# Ordering orbitals on a chain with the Fiedler vector

## Why the order matters

The density matrix renormalisation group (DMRG) writes the zero-kelvin many-electron state of $K$ active orbitals as a matrix product state. The orbitals sit on a one-dimensional chain, and neighbouring sites are joined by matrices of dimension $D$. Cutting the chain between two sites splits the orbitals into a left and a right block. A state with bond dimension $D$ has at most $D$ Schmidt terms at the cut, so its entanglement entropy obeys $S_{\rm cut}\le\ln D$ (natural logarithms).

Define the mutual information of orbitals $i$ and $j$ as $S_i+S_j-S_{ij}$, where $S_i$ and $S_{ij}$ are the entropies of the one- and two-orbital reduced density matrices. (Some authors include a factor $1/2$.) For a pure state the mutual information of the two blocks is $2S_{\rm cut}$, and discarding orbitals cannot raise it. Any pair on opposite sides of a cut therefore satisfies $S_i+S_j-S_{ij}\le 2\ln D$. A pair at chain positions $p_i$ and $p_j$ straddles $|p_i-p_j|$ cuts and burdens each of them, so strongly coupled orbitals should be neighbours. This is the placement problem of chip layout in one dimension, with orbitals as cells and couplings as nets, and the remedy is the quadratic placement method of Hall (1970).

## Premises

1. There are $K\ge2$ orbitals and real weights $I_{ij}=I_{ji}\ge 0$, with $I_{ii}=0$.
2. An order is a vector $p$ whose entries are a permutation of $1,\dots,K$.
3. The cost of any real vector $x$ is $C(x)=\sum_{i<j}I_{ij}(x_i-x_j)^2$.
4. The graph with an edge wherever $I_{ij}>0$ is connected.

Premise 3 is a choice. The exponent 1 would give the sum over all cuts of the weight crossing each cut. The exponent 2 punishes long links harder and, as shown next, turns the problem into linear algebra. An order and its reverse cost the same, which leaves $K!/2$ candidates, too many to list beyond about a dozen orbitals.

## Derivation

**Step 1: the cost is a quadratic form.** The summand is symmetric and vanishes for $i=j$, so the sum over $i<j$ is half the sum over all pairs:

$$C(x)=\tfrac12\sum_{i,j}I_{ij}\,(x_i^2+x_j^2-2x_ix_j)=\sum_i d_i x_i^2-\sum_{i,j}I_{ij}x_ix_j ,\qquad d_i=\sum_j I_{ij}.$$

The two square terms are equal because $I$ is symmetric. Hence

$$C(x)=x^{T}Lx,\qquad L=\mathrm{diag}(d_1,\dots,d_K)-I .$$

$L$ is the graph Laplacian. It is the nodal conductance matrix of a resistor network with conductances $I_{ij}$, and $C(x)$ is the power dissipated at node voltages $x_i$.

**Step 2: the spectrum of $L$.** $L$ is real and symmetric, so it has orthonormal eigenvectors $v_k$ with eigenvalues $\lambda_1\le\dots\le\lambda_K$. Since $I_{ij}\ge0$, $C(x)\ge0$ and no eigenvalue is negative. Each row of $L$ sums to zero, so the vector of ones obeys $L\mathbf 1=0$, giving $\lambda_1=0$ and $v_1=\mathbf 1/\sqrt K$. If $C(x)=0$, then $x_i=x_j$ along every edge, and by premise 4 all entries are equal. The zero eigenvalue is therefore simple and $\lambda_2>0$. This eigenvalue is the algebraic connectivity of Fiedler (1973), and $v_2$ is called the Fiedler vector.

**Step 3: all orders lie on one sphere.** The cost depends on differences only, so it is unchanged by centring, $q=p-\tfrac{K+1}{2}\mathbf 1$. Then $\sum_i q_i=0$, and the length is the same for every permutation:

$$|q|^2=\sum_{k=1}^{K}k^2-K\Big(\frac{K+1}{2}\Big)^2=\frac{K(K+1)(2K+1)}{6}-\frac{K(K+1)^2}{4}=\frac{K(K^2-1)}{12}.$$

The vector $x=q/|q|$ thus satisfies $\sum_i x_i=0$ and $\sum_i x_i^2=1$, and $C(p)=|q|^2\,C(x)$.

**Step 4: relaxation.** Keep these two constraints and drop the demand that the entries be equally spaced. The second constraint excludes $x=0$ and the first excludes the constant vector; either would pile all orbitals on one point at zero cost. Expand $x=\sum_k a_kv_k$. The first constraint gives $a_1=0$ and the second $\sum_{k\ge2}a_k^2=1$. Then

$$x^TLx=\sum_{k\ge2}\lambda_ka_k^2=\lambda_2+\sum_{k\ge3}(\lambda_k-\lambda_2)\,a_k^2\ \ge\ \lambda_2 .$$

Equality needs $a_k=0$ whenever $\lambda_k>\lambda_2$. The minimum of the relaxed problem is $\lambda_2$, and the minimisers are the unit eigenvectors belonging to $\lambda_2$. If $\lambda_2<\lambda_3$ they are $\pm v_2$, and the sign is the harmless reversal of the chain.

**Step 5: the lower bound.** Each scaled permutation is an allowed point of the relaxed problem, so for every order

$$\boxed{\,C(p)\ \ge\ \lambda_2\,\frac{K(K^2-1)}{12}\,}$$

Equality holds only if $q$ itself is an eigenvector for $\lambda_2$. This happens when all weights equal $w$: then $Lq=wKq$ for every centred vector and all orders cost the same.

**Step 6: rounding back to an order.** The Fiedler order lists the orbitals by increasing entry of $v_2$. Its justification is geometric. If $v_{2,i}<v_{2,j}$ but $q_i>q_j$, exchanging the two positions changes $q\cdot v_2$ by $(q_i-q_j)(v_{2,j}-v_{2,i})>0$. The overlap $a=q\cdot v_2$ is thus largest for the sorted order; this exchange argument is the rearrangement inequality. Reversal maps $q$ to $-q$, so the sorted order also maximises $a^2$. The expansion of step 4 gives

$$C(p)\le\lambda_2a^2+\lambda_K\,(|q|^2-a^2),$$

and since $\lambda_K\ge\lambda_2$ the right side falls as $a^2$ grows. Sorting minimises this upper bound on the cost. It is not shown to minimise the cost itself.

**Step 7: a yardstick.** Over all permutations, $(q_i-q_j)^2$ has the same mean for each pair. As $\sum_{i,j}(q_i-q_j)^2=2K|q|^2$ is shared among $K(K-1)$ ordered pairs, the mean is $2|q|^2/(K-1)=K(K+1)/6$. A random order costs on average $\langle C\rangle=\tfrac{K(K+1)}{6}\sum_{i<j}I_{ij}$.

**A solvable test.** For an open chain with weight $w$ between neighbours only, substitution shows that $\cos[\pi k(j-\tfrac12)/K]$ is an eigenvector with eigenvalue $2w[1-\cos(\pi k/K)]$, $k=0,\dots,K-1$. The vector with $k=1$ is monotonic in $j$, so sorting recovers the chain. Its cost $w(K-1)$ is optimal, because each of the $K-1$ links has length at least 1. The ratio of bound to optimum is $[1-\cos(\pi/K)]K(K+1)/6$, which tends to $\pi^2/12=0.822$. Even where the Fiedler order is perfect the bound is not reached.

## Exchange integrals as weights

Mutual information needs a wavefunction, which is what the calculation is meant to deliver. Exchange integrals are available beforehand. For real orbitals

$$\mathcal K_{ij}=(ij|ij)=\frac{e^2}{4\pi\varepsilon_0}\iint\frac{\rho_{ij}(\mathbf r)\rho_{ij}(\mathbf r')}{|\mathbf r-\mathbf r'|}\,d^3r\,d^3r'=\frac{e^2}{\varepsilon_0}\int\frac{d^3k}{(2\pi)^3}\frac{|\tilde\rho_{ij}(\mathbf k)|^2}{k^2},$$

with $\rho_{ij}=\phi_i\phi_j$ and $4\pi/k^2$ the Fourier transform of $1/r$. This is symmetric and never negative, so premise 1 holds with $I_{ij}=\mathcal K_{ij}$ for $i\ne j$, in eV.

A two-orbital model shows the link to entanglement. Let an electron pair sit in orbital $i$ or in orbital $j$, the second configuration lying $\Delta$ higher. The Hamiltonian element that moves the pair is $\mathcal K_{ij}$. The lower state of this $2\times2$ problem has amplitude ratio $t=(\Delta-\sqrt{\Delta^2+4\mathcal K_{ij}^2})/(2\mathcal K_{ij})\approx-\mathcal K_{ij}/\Delta$. With $y=t^2/(1+t^2)$, each orbital has entropy $-y\ln y-(1-y)\ln(1-y)$, the pair is pure, and the mutual information is twice that entropy. It rises with $\mathcal K_{ij}/\Delta$. The exchange integral alone ignores $\Delta$ and the occupations, so it is a measure of shared space and only a proxy for entanglement.

## Range of validity

- Steps 1 to 5 and 7 are exact for symmetric non-negative weights. With negative weights $L$ can have negative eigenvalues, and the second lowest eigenvalue need not be the lowest one on the centred vectors.
- If the graph falls into pieces, $\lambda_2=0$, the bound is empty, and each piece is ordered separately. If it nearly does, $v_2$ is almost constant on each piece and mostly tells the pieces apart; the order inside a piece should be recomputed from its own Laplacian.
- If $\lambda_2=\lambda_3$, as in a uniform ring, a whole plane of minimisers gives different orders. A weight change $\delta L$ rotates $v_2$ by an angle of order $\|\delta L\|/(\lambda_3-\lambda_2)$, so a small gap makes the order fragile.
- Equal entries of $v_2$ leave the order of those orbitals open.
- Sorting is a heuristic, and the bound limits only how much could still be gained in $C$.
- A low $C$ does not fix the bond dimension needed for a given accuracy. In compact two- or three-dimensional clusters every order leaves many links across the central cut.
- The method presumes localised orbitals. Delocalised orbitals all share space, their weights are more uniform, and in the limit of equal weights the order is irrelevant.

## Illustration: the π orbitals of octatetraene

All-trans octatetraene, C$_8$H$_{10}$, is a short piece of the conjugated backbone found in organic semiconductors. Its eight carbons carry eight π electrons, with double bonds $a=1,\dots,4$ on atoms $(2a-1,\,2a)$. The active space has $K=8$ orbitals, one localised bonding $\pi_a$ and one antibonding $\pi_a^*$ for each double bond, and $8!/2=20160$ distinct orders. All numbers below belong to a model.

**Inputs, all assumed:** a Hückel ratio of single-bond to double-bond hopping $\eta=0.8$; an on-site repulsion $U=11.13$ eV; a planar zigzag with bond length 1.40 Å and angles of 120° for the Coulomb terms.

**Orbitals.** Hopping joins odd atoms only to even ones. With the double-bond hopping $\beta<0$, the odd–even block of the Hückel matrix is $\beta M$, where $M_{aa}=1$ and $M_{a+1,a}=\eta$. Take the singular value decomposition $M=U_M\Sigma V_M^T$ and set $Q=U_MV_M^T$. The occupied orbitals are $(u_k,v_k)/\sqrt2$, built from the columns of $U_M$ and $V_M$, with energies $\beta\sigma_k$. Since $v_k=Q^Tu_k$, any orthonormal occupied set has odd-atom coefficients $W/\sqrt2$ and even-atom coefficients $Q^TW/\sqrt2$, with $W$ orthogonal. Choose the set closest to the ideal two-atom bond orbitals. The summed overlap is $\tfrac12\mathrm{tr}[(E+Q)^TW]$, with $E$ the unit matrix, and it is largest when $W$ is the orthogonal polar factor of $E+Q$. Write $E+Q=Q^{1/2}(Q^{1/2}+Q^{-1/2})$. The bracket is symmetric and positive definite for the principal root when $-1$ is not an eigenvalue of $Q$, so $W=Q^{1/2}$ and $Q^TW=W^T$. For $\eta=0.8$,

$$W=\begin{pmatrix}0.9779&-0.1824&0.0879&-0.0513\\0.1997&0.9592&-0.1800&0.0879\\-0.0569&0.2086&0.9592&-0.1824\\0.0228&-0.0569&0.1997&0.9779\end{pmatrix}.$$

Orbital $\pi_a$ has coefficient $W_{ba}/\sqrt2$ on atom $2b-1$ and $W_{ab}/\sqrt2$ on atom $2b$. The empty orbitals are $(u_k,-v_k)/\sqrt2$, so $\pi_a^*$ follows by reversing the sign on the even atoms.

**Coulomb terms.** With zero differential overlap, $\mathcal K_{ij}=\sum_{\mu\nu}c_{\mu i}c_{\mu j}\,\gamma_{\mu\nu}\,c_{\nu i}c_{\nu j}$. The Ohno form is $\gamma=U/\sqrt{1+(4\pi\varepsilon_0Ur/e^2)^2}$. Atoms $n$ bonds apart have $r_n^2=(1.40\ \text{Å})^2\times 3n^2/4$ for even $n$ and $(1.40\ \text{Å})^2\times(3n^2+1)/4$ for odd $n$.

| $n$ | 0 | 1 | 2 | 3 | 4 | 5 | 6 | 7 |
|---|---|---|---|---|---|---|---|---|
| $\gamma_n$ (eV) | 11.13 | 7.554 | 5.239 | 3.670 | 2.869 | 2.308 | 1.949 | 1.672 |

**Weights.** The sign rule makes $A_{ab}=\mathcal K(\pi_a,\pi_b)=\mathcal K(\pi_a^*,\pi_b^*)$ and $B_{ab}=\mathcal K(\pi_a,\pi_b^*)=\mathcal K(\pi_a^*,\pi_b)$. The molecule's end-to-end symmetry maps $a\to5-a$. Three decimals are carried so that the later sums can be followed; the model is not accurate to that level.

| pair $ab$ | $A_{ab}$ (eV) | $B_{ab}$ (eV) | $w_{ab}=A+B$ | $B-A$ |
|---|---|---|---|---|
| 11, 44 | – | 1.620 | – | – |
| 22, 33 | – | 1.478 | – | – |
| 12, 34 | 0.147 | 0.262 | 0.409 | 0.115 |
| 23 | 0.157 | 0.261 | 0.418 | 0.104 |
| 13, 24 | 0.034 | 0.059 | 0.093 | 0.025 |
| 14 | 0.011 | 0.018 | 0.029 | 0.007 |

**Spectrum.** $L$ commutes with the swap $\pi_a\leftrightarrow\pi_a^*$, so it splits into two $4\times4$ blocks. On swap-even vectors, with $y_a$ on both partners, $(Ly)_a=\sum_{b\ne a}w_{ab}(y_a-y_b)$, and $B_{aa}$ drops out. The vector $(1,-1,-1,1)$ gives $2(w_{12}+w_{13})=1.004$ eV. Vectors $(-s,-t,t,s)$ give

$$\begin{pmatrix}w_{12}+w_{13}+2w_{14}&w_{13}-w_{12}\\ w_{13}-w_{12}&w_{12}+w_{13}+2w_{23}\end{pmatrix}=\begin{pmatrix}0.560&-0.316\\-0.316&1.338\end{pmatrix},$$

with eigenvalues $0.949\mp\sqrt{0.389^2+0.316^2}=0.949\mp0.5012$, that is 0.4478 and 1.450 eV. On swap-odd vectors, with $y_a$ on $\pi_a$ and $-y_a$ on $\pi_a^*$,

$$(Ly)_a=\Big(2B_{aa}+\sum_{b\ne a}w_{ab}\Big)y_a+\sum_{b\ne a}(B_{ab}-A_{ab})\,y_b .$$

By Gershgorin's theorem no eigenvalue lies below the smallest value of a diagonal entry minus the absolute off-diagonal sum of its row. Row 1 gives $3.771-0.147=3.624$ eV and row 2 gives $3.876-0.244=3.632$ eV. All swap-odd eigenvalues are at least 3.624 eV, so $\lambda_2=0.4478$ eV and $\lambda_3=1.004$ eV, well separated.

**Fiedler vector and bound.** The first row gives $t/s=(0.560-0.4478)/0.316=0.355$, close to the $1/3$ of equal spacing. Normalising with $4(s^2+t^2)=1$ gives entries $-0.471,\,-0.167,\,0.167,\,0.471$ for bonds 1 to 4, the same on $\pi_a$ and $\pi_a^*$. From weights alone, sorting has found the chain of double bonds and put partners side by side, with four ties left open. With $K(K^2-1)/12=42$, no order costs less than $42\times0.4478=18.81$ eV.

**Breaking the ties.** Split $q$ into swap-even and swap-odd parts, whose costs add because $L$ does not mix them. For adjacent partners the even part holds the pair centres $-3,-1,1,3$. Each pair of bonds carries total weight $2w_{ab}$ over a distance $2|a-b|$:

$$C_{\rm even}=8\,(2w_{12}+w_{23}+8w_{13}+9w_{14})=8\times2.241=17.928\ \text{eV}.$$

The odd part is $y_a=\sigma_a/2$ with $\sigma_a=\pm1$. It costs $\sum_aB_{aa}=6.196$ eV plus, for each pair of bonds, $2B_{ab}$ if $\sigma_a=\sigma_b$ and $2A_{ab}$ otherwise. Equal signs add 1.842 eV. Opposite signs save $2(B-A)$ per pair. Alternating signs collect $0.115+0.104+0.115+0.007=0.341$ eV of the total $B-A$ of 0.391 eV. Any other pattern, apart from the overall flip, misses a neighbour term and collects at most $0.391-0.104=0.287$ eV. Alternation is best and adds $1.842-2\times0.341=1.160$ eV.

| order | $C$ (eV) |
|---|---|
| lower bound | 18.81 |
| $\pi_1\pi_1^*\pi_2^*\pi_2\pi_3\pi_3^*\pi_4^*\pi_4$ | 25.284 |
| $\pi_1\pi_1^*\pi_2\pi_2^*\pi_3\pi_3^*\pi_4\pi_4^*$ | 25.966 |
| mean over all orders, $12\times9.098$ | 109.176 |
| $\pi_1\pi_2\pi_3\pi_4\pi_1^*\pi_2^*\pi_3^*\pi_4^*$ | 133.090 |

Listing occupied orbitals before empty ones is worse than a random order on average. It sends 8.038 eV of weight across the central cut, while the heaviest cut of the 25.284 eV order carries 2.642 eV.

**The 25.284 eV order is the global minimum of the model's cost.** Let partners sit $\delta_a\ge1$ apart. The odd part of $q$ has squared length $m=\sum_a\delta_a^2/2$ and the even part $42-m$, so $C\ge0.4478\,(42-m)+3.624\,m$. If any $\delta_a\ge2$, then $m\ge3.5$ and $C\ge29.9$ eV, which is too high. So all partners are adjacent and fill positions (1,2), (3,4), (5,6), (7,8). For any arrangement of the four bonds the six squared separations, in units of the pair spacing, are 1, 1, 1, 4, 4, 9. The rearrangement inequality assigns the largest $w_{ab}$ to the smallest separations, and the sequence 1, 2, 3, 4 does exactly that. The odd cost depends only on the signs, already optimised.

The bound is therefore 0.74 of the true optimum, and the shortfall has a clear source. The even part has squared length 40 and cost per unit squared length $17.928/40=0.4482$ eV, almost $\lambda_2$. The odd part has squared length 2 and costs 7.356 eV, or 3.678 eV per unit. The relaxation lets partners share a point, and a chain does not.

**Limits of the model.** Typical alternating bond lengths of 1.35 and 1.45 Å would change $\gamma_1$ to 7.70 and 7.41 eV. The sum $A+B$ contains only even-$n$ terms, because the odd-$n$ terms enter $A$ and $B$ with opposite signs. With 120° angles the second-neighbour distance is 2.425 Å in both geometries and the other even distances are multiples of it, so $\lambda_2$ barely moves. The Ohno integrals are semi-empirically reduced. A bare minimal-basis π–π* exchange integral of one C=C bond is typically near 4 eV, so the model's $B_{aa}$ are low by a factor of two to three against such integrals, and its costs in eV should be read only relative to each other. A common scale factor leaves $v_2$ and every ranking unchanged, and larger $B_{aa}$ alone would tighten the pairing without altering $\lambda_2$. Ab initio orbitals lack the exact π–π* sign symmetry. The ties then open into small splittings that decide the order inside each pair, a choice worth at most 0.682 eV out of 25.284 eV in this model.